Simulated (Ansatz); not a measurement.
**Calibrating r2SCAN-D4/def2-TZVPP on Ge-containing molecules**

The vertical ionisation energy (cation less neutral) in eV of 7 Ge-containing molecules: x at r2SCAN-D4/def2-TZVPP, y at CCSD(T)/def2-TZVPP. Shapes, held fixed at every level: PBE0-D4/def2-TZVP. Flexible molecules stand in one conformer, not always the lowest. Programs: Ansatz 0.2.0.

```
                                           molecule  x (eV)  y (eV)
 Ge4SiH10 (SMILES [SiH2]1[GeH2][GeH2][GeH2][GeH2]1)    8.99    9.30
Ge3Si2H10 (SMILES [SiH2]1[GeH2][SiH2][GeH2][GeH2]1)    9.04    9.38
Ge2Si3H10 (SMILES [SiH2]1[SiH2][GeH2][GeH2][SiH2]1)    9.08    9.38
  Ge2Si3H12 (SMILES [SiH3][GeH2][SiH2][GeH2][SiH3])    9.21       ?
  Ge2Si3H12 (SMILES [SiH3][GeH2][SiH2][SiH2][GeH3])    9.25    9.59
   GeSi4H12 (SMILES [SiH3][SiH2][SiH2][SiH2][GeH3])    9.31    9.66
         Ge3SiH10 (SMILES [GeH3][SiH2][GeH2][GeH3])    9.34    9.64
```

Q: Fit y = c + s·x to the known rows and predict y for Ge2Si3H12 (SMILES [SiH3][GeH2][SiH2][GeH2][SiH3]).

A: 
1. Means of the 6 rows: x = 9.1683, y = 9.492.
2. Σ(Δx)² = 0.11228, Σ(Δx·Δy) = 0.11572, so the slope is 0.11572/0.11228 = 1.0306.
3. Intercept: 9.492 − (1.0306) × 9.1683 = 0.043. The largest residual of the fit is 0.029.
4. Ge2Si3H12 (SMILES [SiH3][GeH2][SiH2][GeH2][SiH3]): 0.043 + 1.0306 × 9.21 = 9.53 eV.

CCSD(T)/def2-TZVPP gives 9.53 eV, so the prediction is off by 0.00 eV: they agree to the digits shown. Uncorrected, r2SCAN-D4/def2-TZVPP misses Ge2Si3H12 (SMILES [SiH3][GeH2][SiH2][GeH2][SiH3]) by -0.32 eV, and the other rows by 0.32 on average. The line removes about 100 % of this miss, partly by chance. Left out in turn, the other rows are missed by 0.03 eV on average, so much of the error is systematic among these molecules. Cations run unrestricted. Relativity is left out for Ge. Outer-core shells of Ge are correlated, in sets that cover them unevenly.

r2SCAN-D4 places every ionisation energy too low by nearly the same amount, so the correction is essentially a rigid shift; the slope of 1.0306 adds little over so narrow a range. This uniformity is reasonable because all these molecules are saturated hydrides, whose highest occupied orbitals are mainly σ-bonding combinations along the Si/Ge skeleton. The functional probably overstabilises the delocalised hole left in that framework.

Both methods put all the rings below all the chains, consistent with stronger mixing among skeletal σ bonds in the closed framework. Composition has a weaker influence: replacing Si by Ge tends to raise the σ levels, but CCSD(T) gives 9.38 eV for both Ge2Si3H10 and Ge3Si2H10, and the two Ge2Si3H12 isomers differ despite their identical composition. Among the chains, substitution position and backbone conformation both affect σ conjugation, so their small differences cannot be assigned to Ge content alone. The fit does not establish a comparable shift for ionisation from a lone pair or a π bond.
